## Question

I have lead sulfide in the rock-salt structure and want to settle on one hybrid functional for it. The cell came from a relaxation with r2SCAN-rVV10, and I left it untouched while I computed the pressure with five hybrids. The cubic edge is 5.94 Å throughout.

Density functional calculations with Ansatz 0.2.0 for rock-salt PbS, all at the fixed r2SCAN-rVV10 geometry, with plane waves, PAW potentials, a 6×6×6 k mesh and neither spin polarisation nor spin–orbit coupling. Pressure is positive when the crystal is under compression and tends to expand, and is rounded to 0.1 GPa.

| functional | wave cutoff | pressure (GPa) |
| --- | --- | --- |
| DDH-PBE0 | 420 eV | 1.600 |
| HSE06 | 420 eV | 0.800 |
| LC-wPBE | 420 eV | -0.100 |
| PBE0 | 420 eV | 0.900 |
| r2SCAN0 | 500 eV | 0.500 |

By this measure LC-wPBE looks best, because its pressure nearly vanishes. DDH-PBE0, whose share of exact exchange is set by the dielectric constant of the material itself, looks worst. But the band gaps from the same runs tell another story: 0.60 eV for DDH-PBE0, 0.81 eV for HSE06, 1.38 eV for PBE0 and 4.68 eV for LC-wPBE. Which functional should I trust, for what, and do differences of a few tenths of a gigapascal matter?

## Answer

Use HSE06 if one functional has to serve for both the cell and the gap. DDH-PBE0 is a reasonable choice for the gap but makes the crystal too large, and LC-wPBE should be dropped in spite of its small pressure. The reason is that the pressure depends on exact exchange at short distances, while the gap also depends on exact exchange far away. PBE0 and r2SCAN0 use a quarter of it at every distance and DDH-PBE0 a smaller share at every distance, while in HSE06 and LC-wPBE the share changes with distance.

**What the pressure measures**

A positive pressure means that the crystal pushes outwards and would expand if you let it relax. Zero pressure would mean that a functional agrees with r2SCAN-rVV10 about the size of the cell, which isn't the same as agreeing with nature. Here the two are close: as roughly recalled, the measured edge lies within a few hundredths of an ångström of yours and isn't larger, so a functional that pushes strongly outwards makes the crystal too large. The distinction still matters for r2SCAN0, which is built on the same parent functional as your cell. Some of its good showing may be family likeness.

You can turn a pressure into a length with the bulk modulus $B$, the resistance of the crystal to a change of volume. For a small pressure $P$ the volume $V$ changes by $\Delta V/V = P/B$. A cube whose edge $a$ grows by one per cent gains three per cent in volume, so

$$\Delta a \approx \frac{aP}{3B}.$$

Take DDH-PBE0, with 1.64 GPa before rounding, and a rough recalled bulk modulus of 55 GPa. The relative change is $1.64/(3\times 55)\approx 0.010$, and one per cent of the edge is about 0.06 Å. A bulk modulus of 50 or 60 GPa instead changes this by about a tenth. It remains an estimate until a relaxation confirms it, but it is good enough to decide which steps deserve attention.

**How large the steps are**

On this scale 0.01 Å in the edge corresponds to about 0.3 GPa. HSE06 and PBE0 would each expand the cell by about 0.03 Å, and r2SCAN0 by about 0.02 Å. If you need a density to within a few per cent, any of the five will do, though DDH-PBE0 would lower it by about 3 %. If you need the edge to a tenth of a per cent, the step from DDH-PBE0 to the other hybrids is several times too large to ignore. But HSE06 fails that test too, since it would itself expand the cell by about half a per cent.

Don't read anything into the order of HSE06 and PBE0. Their pressures differ by 0.05 GPa, which rounding in the table doubles, and the stress was only loosely converged. In the edge this is about 0.002 Å. For the size of the cell the two are the same functional.

**Why nearby exchange sets the pressure**

The near-tie is the most instructive result in the table. PBE0 uses a quarter of exact exchange at every distance. HSE06 starts with the same quarter but fades it out over roughly 5 Å, so that it is already well reduced at the Pb–S distance of 3 Å. Taking away this distant part leaves the pressure almost as it was. DDH-PBE0, which has much less exact exchange than PBE0 at every distance, lies 0.8 GPa higher, which points to the nearby part as the one that counts.

One common picture blames an error of ordinary density functionals: each electron partly repels itself. That spreads the charge out, above all in the soft outer shell of the sulfide ion. The spread charge runs into the filled shells of lead, including its 6s pair, and the Pauli repulsion between filled shells pushes the ions apart. Exact exchange removes some of the self-repulsion, the ions become more compact, and the crystal settles at a smaller edge. Your pressures agree with this picture, though they don't measure the charge density itself. Nor can self-repulsion be the whole story: the local density approximation suffers from it too, yet usually makes crystals too small. To first order in the fraction, the energy changes by the difference between exact and PBE exchange at unchanged orbitals. The pressure step is therefore expected even before the ions change their size, and it reflects how differently the two forms of exchange vary with the volume.

The distant part matters little for a simple reason. In an insulator, the region from which exchange keeps other electrons of like spin away is compact. The part of the interaction that HSE06 leaves out is smooth and nearly constant across that region, so it adds almost the same energy per electron whatever the volume. An energy that doesn't change when the cell is stretched gives no pressure, whether it is exact, as in PBE0, or taken from PBE, as in HSE06.

**Why the gap also feels distant exchange**

The gap compares a filled state with an empty one. A filled state is lowered by exact exchange with the filled states, itself included, while an empty state gets little of this benefit. The ordinary exchange that it replaces lowers both about equally. From HSE06 to PBE0 the highest filled level therefore falls and the lowest empty level rises, by 0.29 eV each. The distant part of the Coulomb interaction is smooth and acts on the filled states roughly like a constant shift, though the deep levels fall by about 0.4 eV, somewhat more than the highest one. Such a shift opens the gap without putting much pressure on the cell.

Its size can be estimated. The part of the interaction that HSE06 leaves out levels off at short distance at about $1.13\,e^2/\lambda$, where $\lambda\approx 4.8$ Å is the fading length and $e^2$ is 14.4 eV Å. This is 3.4 eV, and a quarter of it is about 0.8 eV, the most that the distant exchange should add to the gap. The computed step from HSE06 to PBE0 is 0.58 eV. The limit is nearly reached for the crystal as a whole: half of 3.4 eV, times a quarter, times 20 electrons is about 8.5 eV, and the exact-exchange energies of the two runs differ by 8.2 eV. The direct gap at Γ opens by 0.76 eV. The shortfall is largest at L, where the gap is smallest and the exchange region of the edge states is expected to reach furthest. A smooth long-range term is also coarsely sampled on a 6×6×6 mesh, so the PBE0 gap may still move with the mesh, which is untested.

In a real solid this distant interaction is weakened by the other electrons, which move to screen it. Lead sulfide screens very strongly: its electronic dielectric constant is well above ten. Only a small fraction of the exact exchange should therefore survive at long range. PBE0 and r2SCAN0 keep a quarter, which is too much, whereas HSE06 keeps none, which is closer to the truth here.

**What goes wrong with DDH-PBE0 and LC-wPBE**

DDH-PBE0 takes its fraction as one over the dielectric constant. This is the right idea for two charges far apart. At short distance, however, the electrons can't screen fully, and the small fraction is then too small. DDH-PBE0 thus has a gap only 0.2 eV below that of HSE06 but about twice its pressure. It is tuned to the far region and pays for it in the near one.

LC-wPBE goes the other way. It brings in exact exchange over about 1.3 Å, so that well inside the bond length it already has far more than the quarter of PBE0. What its name calls long range thus includes much of the near region, which plausibly explains why it has the lowest pressure of the five. Counting shares overstates the effect, though, since the nearly constant part of this interaction should again put little pressure on the cell. But it keeps the full, unscreened interaction at large distance as well. That produces a gap of 4.68 eV in a material whose measured gap at room temperature is, roughly recalled, 0.4 eV. A small pressure can't rescue such an electronic structure.

You may be tempted to use the gap as a guide to the pressure, since the extremes lie in opposite corners. A straight line through all five rows by least squares misses DDH-PBE0 by 0.5 GPa, even though that row helped to set the line. One number can't stand for two regions of exchange.

**Where r2SCAN0 stands**

r2SCAN0 has the same quarter of exact exchange as PBE0, so the difference between them comes from the rest of the functional or from the settings. Its pressure is 0.3 GPa lower, worth about 0.01 Å. It was also run at a higher plane-wave cutoff, and the stress is sensitive to the cutoff. Repeat PBE0 at 500 eV before you credit the whole step to the functional. That test would also show how far the lower cutoff shifts the pressures of the other four rows, which hasn't been checked. For the gap r2SCAN0 is no help: at 1.57 eV it is wider still than PBE0.

**Which one to use**

For the cell, HSE06, PBE0 and r2SCAN0 agree to about 0.01 Å, so the gap can decide between them, and it favours HSE06. If 0.01 Å matters to you, relax the cell and test a dispersion correction. Your r2SCAN-rVV10 cell includes the weak van der Waals attraction, while HSE06 and PBE0 were run without it. Adding it should lower their pressures, and that of DDH-PBE0 too, but by how much is untested. The verdict on the cell therefore holds for the functionals as they were run, without a dispersion correction.

For the gap, add spin–orbit coupling before you compare with a measurement. Lead is heavy, and the coupling narrows the gap of this compound by a few tenths of an electronvolt. That is as large as the difference between DDH-PBE0 and HSE06, so the present gaps can't choose between these two. The cell and the temperature matter on a similar scale. As recalled, the gap of PbS narrows under compression, so relaxing should widen it, more for DDH-PBE0 than for HSE06, and the measured gap falls to about 0.3 eV near zero temperature. They are enough to set aside LC-wPBE, and they make PBE0 and r2SCAN0 poor bets.

In cost the five are close relatives, because each has to evaluate exact exchange, the expensive step. Going from 420 to 500 eV adds about 30 % more plane waves. The mesh of k points weighs more: doubling it in each direction gives eight times as many points and sixty-four times as many pairs, before symmetry helps. HSE06 usually gets by with a coarser mesh, because its exchange has no long tail. DDH-PBE0 needs a dielectric constant first, which is an extra calculation.

**Would the same ranking hold elsewhere?**

Not for DDH-PBE0. In magnesium oxide, which has the same structure but screens weakly, one over the dielectric constant is larger than a quarter. DDH-PBE0 would then carry more exact exchange than PBE0, and by the argument above it should prefer the smaller cell of the two. To guess the order of the pressures in another insulator, compare hybrids with the same parent functional and ask what share of exact exchange each has at short range. A slowly fading hybrid such as HSE06 counts with its full starting share. Averaging the share over a bond length would wrongly put it above PBE0 in pressure. A different parent may shift the pressure even at an equal share, as r2SCAN0 and PBE0 suggest here. For the gap, ask also how much exact exchange is kept far away, and compare that with how strongly the solid screens.
